\section{Beyond first order: the leading correction to Koopmans' theorem for Be}

\subsection*{Where the truncation enters}

Let $p,q,r,s$ label canonical Hartree--Fock (HF) spin orbitals, $i,j,k$ occupied and $a,b$ virtual ones, with $\langle pq|rs\rangle$ the matrix element of $e^2/4\pi\varepsilon_0 r_{12}$ and $\langle pq\|rs\rangle=\langle pq|rs\rangle-\langle pq|sr\rangle$. In the M{\o}ller--Plesset partition $H_0=\sum_p\epsilon_p a_p^\dagger a_p$. The perturbation, normal-ordered ($\{\dots\}$) with respect to the HF determinant $\Phi$, is a constant plus
\begin{equation}
\sum_{pq}\Big[\sum_i\langle pi\|qi\rangle-v^{\rm HF}_{pq}\Big]\{a_p^\dagger a_q\}+W,\qquad
W=\tfrac14\sum_{pqrs}\langle pq\|rs\rangle\{a_p^\dagger a_q^\dagger a_sa_r\}.
\end{equation}
The bracket is the first-order self-energy, and it vanishes by the definition of $v^{\rm HF}$. Through first order $G_{pq}(\omega)=\delta_{pq}/(\omega-\epsilon_p)$, with $\omega$ an energy, so that ${\rm IP}=-\epsilon_i$, ${\rm EA}=-\epsilon_a$ and every pole has unit strength. The cancellation leaves $W$ untouched. The theorem assumes that $W$ may be ignored, although it acts from second order on.

\subsection*{The second-order term}

The ionisation pole lies at $\omega_k=E_0^N-E_k^{N-1}$. In first order $\langle\Phi|a_k^\dagger Wa_k|\Phi\rangle=0$, because four normal-ordered operators cannot be fully contracted with two. In second order the neutral system gains
\begin{equation}
E_0^{(2)}=-\tfrac14\sum_{ijab}\frac{|\langle ij\|ab\rangle|^2}{\epsilon_a+\epsilon_b-\epsilon_i-\epsilon_j}.
\end{equation}
Acting on $a_k\Phi$, $W$ does one of two things. It may leave the hole alone and excite a pair with $i,j\neq k$, which repeats this sum without the pairs containing $k$. Or it may fill the hole and create a two-hole--one-particle (2h1p) state $a_a^\dagger a_ja_i\Phi$, with amplitude of modulus $|\langle ka\|ij\rangle|$ and excitation energy $\epsilon_k+\epsilon_a-\epsilon_i-\epsilon_j$. Subtraction gives $\omega_k=\epsilon_k+\Sigma^{(2)}_{kk}(\epsilon_k)$, where
\begin{equation}
\Sigma^{(2)}_{kk}(\omega)=\tfrac12\sum_{ija}\frac{|\langle ka\|ij\rangle|^2}{\omega+\epsilon_a-\epsilon_i-\epsilon_j}
+\tfrac12\sum_{iab}\frac{|\langle ki\|ab\rangle|^2}{\omega+\epsilon_i-\epsilon_a-\epsilon_b}.
\label{eq:sigma2}
\end{equation}
The energy difference fixes this expression at $\omega=\epsilon_k$. The two time orderings of the second-order diagrams contain the same intermediate states and carry a free $\omega$ in that place. The 2h1p terms with $i$ or $j$ in the spatial orbital of $k$ have denominators $\epsilon_a-\epsilon_j>0$: they relax the remaining orbitals and lower the IP. The second (2p1h) sum is the pair correlation lost with electron $k$ and raises the IP. Off-diagonal elements of $\Sigma^{(2)}$ shift the pole only in fourth order. Since $\partial_\omega\Sigma^{(2)}_{kk}\le0$, the pole strength $Z_k\simeq[1-\partial_\omega\Sigma^{(2)}_{kk}(\epsilon_k)]^{-1}$ drops below one.

For a closed shell with real spatial orbitals and $(pq|rs)=\langle pr|qs\rangle$, the spin sums give
\begin{equation}
\Sigma^{(2)}_{kk}=\sum_{ija}\frac{(ki|aj)[2(ki|aj)-(kj|ai)]}{\omega+\epsilon_a-\epsilon_i-\epsilon_j}
+\sum_{iab}\frac{(ka|ib)[2(ka|ib)-(kb|ia)]}{\omega+\epsilon_i-\epsilon_a-\epsilon_b}.
\end{equation}

\subsection*{A model of Be}

Take the radial functions $rR(r)\propto\rho e^{-3.7\rho}$, $\rho^2e^{-\rho}$, $\rho^3e^{-\rho}$ for $s$ symmetry and $\rho^2e^{-\rho}$ for one $p$ shell, with $\rho=r/a_0$. The exponents are illustrative inputs of typical size. Every $s$-type repulsion integral follows, in units of $e^2/4\pi\varepsilon_0a_0$, by differentiating
\begin{equation}
\int_0^\infty\!\!\int_0^\infty\frac{\rho\rho'\,e^{-\alpha\rho-\beta\rho'}}{\max(\rho,\rho')}\,d\rho\,d\rho'=\frac{1}{\alpha\beta(\alpha+\beta)}
\end{equation}
with respect to $\alpha$ and $\beta$, and the higher multipoles follow in the same way. Self-consistency yields the occupied orbitals $1\equiv1s$ and $2\equiv2s$, one virtual $s$ orbital $v$ and the virtual shell $p$. With $1\ {\rm eV}=1.602\times10^{-19}$ J,
\begin{equation}
\epsilon_1=-128.56,\quad\epsilon_2=-8.41,\quad\epsilon_p=3.00,\quad\epsilon_v=9.97\ {\rm eV}.
\end{equation}
Parity excludes $p$ from the 2h1p sum.

\emph{Core hole.} The largest term is the contraction of the $2s$ shell. With $A=(11|2v)$ and $B=(12|1v)$, the three 2h1p determinants with holes in $1s$ and $2s$ have amplitudes $A$, $B$ and $A-B$, and contribute
\begin{equation}
\frac{2(A^2-AB+B^2)}{\epsilon_v-\epsilon_2}=3.7\ {\rm eV},
\end{equation}
from $|A|=6.33$ eV, $|B|=1.11$ eV, $AB>0$ and $\epsilon_v-\epsilon_2=18.4$ eV. The denominator is a valence excitation energy, however deep the hole lies. Relaxation of the remaining $1s$ electron adds $(11|1v)^2/(\epsilon_v-\epsilon_1)=0.44$ eV. The term $i=j=2$ has a negative denominator. With a continuum of virtual orbitals it describes Auger decay, and in this discrete basis it is a negligible shift.

\emph{Valence hole.} Relaxation of the other $2s$ electron gives $(22|2v)^2/(\epsilon_v-\epsilon_2)=0.22$ eV. It is outweighed by the loss of the $2s^2\to2p^2$ correlation,
\begin{equation}
-\frac{3K^2}{\Delta}=-0.56\ {\rm eV},\qquad K=(2p|2p)=2.06\ {\rm eV},\qquad\Delta=2(\epsilon_p-\epsilon_2)=22.8\ {\rm eV},
\end{equation}
where $(2p|2p)$ is the exchange integral of orbital 2 with one real $p$ orbital and the factor 3 counts the $p$ orbitals. All terms together give, in eV except for $Z_k$,
\begin{center}
\begin{tabular}{lrr}
 & $1s$ & $2s$\\ \hline
2h1p sum & $+4.17$ & $+0.23$\\
2p1h, $2s^2\to2p^2$ & --- & $-0.56$\\
2p1h, remainder & $-0.02$ & $-0.06$\\
$\Sigma^{(2)}_{kk}(\epsilon_k)$ & $+4.15$ & $-0.39$\\
IP, second order & $124.4$ & $8.79$\\
IP, root of $\omega=\epsilon_k+\Sigma^{(2)}_{kk}(\omega)$ & $125.0$ & $8.78$\\
$Z_k$ & $0.83$ & $0.96$
\end{tabular}
\end{center}
The model's correction is $3.2\,\%$ of the Koopmans value for $1s$ and $4.6\,\%$ for $2s$, with opposite signs. The strength missing from the $1s$ line goes mainly to $2s\to v$ shake-up.

\subsection*{Size of what is still neglected}

For $1s$ the root and the strict second-order value differ by $0.6$ eV, a sum of terms of fourth and higher order, so the shift is fixed only as about $4$ eV. The basis also lacks the compact virtual functions that relax and correlate the core.

For $2s$ one third-order term rivals the whole correction. The excitation to the $^1S$ combination of $2p^2$ costs $\Delta+\delta$, not $\Delta$, with
\begin{equation}
\delta=(22|22)+F^0_{pp}+\tfrac25F^2_{pp}-4(22|pp)+2K=-13.0\ {\rm eV},
\end{equation}
where $F^L_{pp}$ are the Slater radial integrals of the $p$ shell. The neutral atom therefore gains $3K^2\delta/\Delta^2=-0.32$ eV in third order. The ion, with one valence electron, has no counterpart, and this term raises the IP further. Because $|\delta|/\Delta=0.57$, the series in this channel converges slowly, which is the $2s$--$2p$ near-degeneracy of Be.

As typical knowledge rather than measurement, the $2s$ ionisation energy of Be lies about $0.9$ eV above its Koopmans value and the $1s$ one about $5$ eV below. The model's second-order shifts have these signs, but the $2s$ shift is too small by more than a factor of two and the $1s$ shift by roughly $1$ eV.